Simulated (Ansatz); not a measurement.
# A series in volume scale on Re

Plane-wave DFT, scalar-relativistic PAW made under PBE with cores redone for the functional, no dispersion; the given relaxed cell is scaled uniformly, energy at zero smearing counts from the unscaled cell, pressure at the given Fermi-Dirac smearing is positive in compression. The results are calculated, by Ansatz 0.2.0.

The cell before it is scaled or strained (space group P6_3/mmc, No. 194):
```
cell vectors (Å)
   2.7394     0.0000     0.0000
  -1.3697     2.3724     0.0000
   0.0000     0.0000     8.8203
atoms (fractions of the cell vectors)
Re  1.00000  1.00000  0.00000
Re  1.00000  1.00000  0.50000
Re  0.33333  0.66667  0.25000
Re  0.66667  0.33333  0.75000
```

Settings of every row: spin polarised no; functional LDA; wave cutoff 420 eV; smearing width 0.1 eV; k mesh 15x15x4.

Atom starting moment: 0 on all atoms.

Limits: all rows lie far from zero pressure; no spin-orbit coupling, which can matter with elements this heavy; the cell comes from a prototype or a list of computed structures and needn't be the stable phase.

```
row  volume scale  V (Å³/atom)  pressure (GPa)  energy change per atom (meV)
  1          0.88       12.611            68.3                        326.38
  2          0.92       13.184           40.52                        133.92
  3          0.96       13.757           18.12                         30.86
  4          1.04       14.904               ?                             ?
  5          1.08       15.477           -26.2                        101.53
  6          1.12        16.05          -35.56                        213.26
```

Question: what pressure and energy change per atom should row 4 give?

Worked fit of pressure. Take u = (V_r/V)^(2/3) − 1 with V_r = 13.757 Å³ an atom, which is twice the finite (Eulerian) strain; such expansions in the strain, on which the Birch-Murnaghan equation of state is built, carry the rest volume and the bulk modulus. The shown rows have u = 0.0597, 0.02877, 0, -0.07553, -0.09767. Least squares give pressure = 18.137 + 728.8 × u + 1846 × u² GPa; a straight line predicts inner rows, each left out in turn, worse (root mean square 4.9 against 0.2 GPa). The rows lie off it by 0.07, -0.11, -0.02, 0.18, -0.12 (root mean square 0.11 GPa). The pressure vanishes at u = -0.0267, or V = 14.33 Å³ an atom, and there the bulk modulus at fixed shape and fractions is B = −V dP/dV = (2/3)(1 + u) dP/du = 409 GPa. Letting shape and atoms relax would as a rule lower it, by much in layered, chain or molecular crystals. The withheld row has u = -0.05199, so the fit gives 18.137 + 728.8 × (-0.05199) + 1846 × (-0.05199)² = -14.76 GPa.

The calculation gave -14.51 GPa. The fit lies 0.25 GPa (1.7 % of the value, 0.24 % of the column's range) below it; its largest miss of a shown row is 0.18 GPa.

Worked fit of energy change per atom. Take u = (V_r/V)^(2/3) − 1 with V_r = 13.757 Å³ an atom, which is twice the finite (Eulerian) strain; such expansions in the strain, on which the Birch-Murnaghan equation of state is built, carry the rest volume and the bulk modulus. The shown rows have u = 0.0597, 0.02877, 0, -0.07553, -0.09767. Least squares give energy change per atom = 31.055 + 2353.88 × u + 43294 × u² meV; a straight line predicts inner rows, each left out in turn, worse (root mean square 110 against 1.4 meV). The rows lie off it by 0.49, -0.69, -0.20, 1.28, -0.89 (root mean square 0.8 meV). The withheld row has u = -0.05199, so the fit gives 31.055 + 2353.88 × (-0.05199) + 43294 × (-0.05199)² = 25.70 meV.

The calculation gave 27.35 meV. The fit lies 1.65 meV (6 % of the value, 0.55 % of the column's range) below it; its largest miss of a shown row is 1.28 meV.
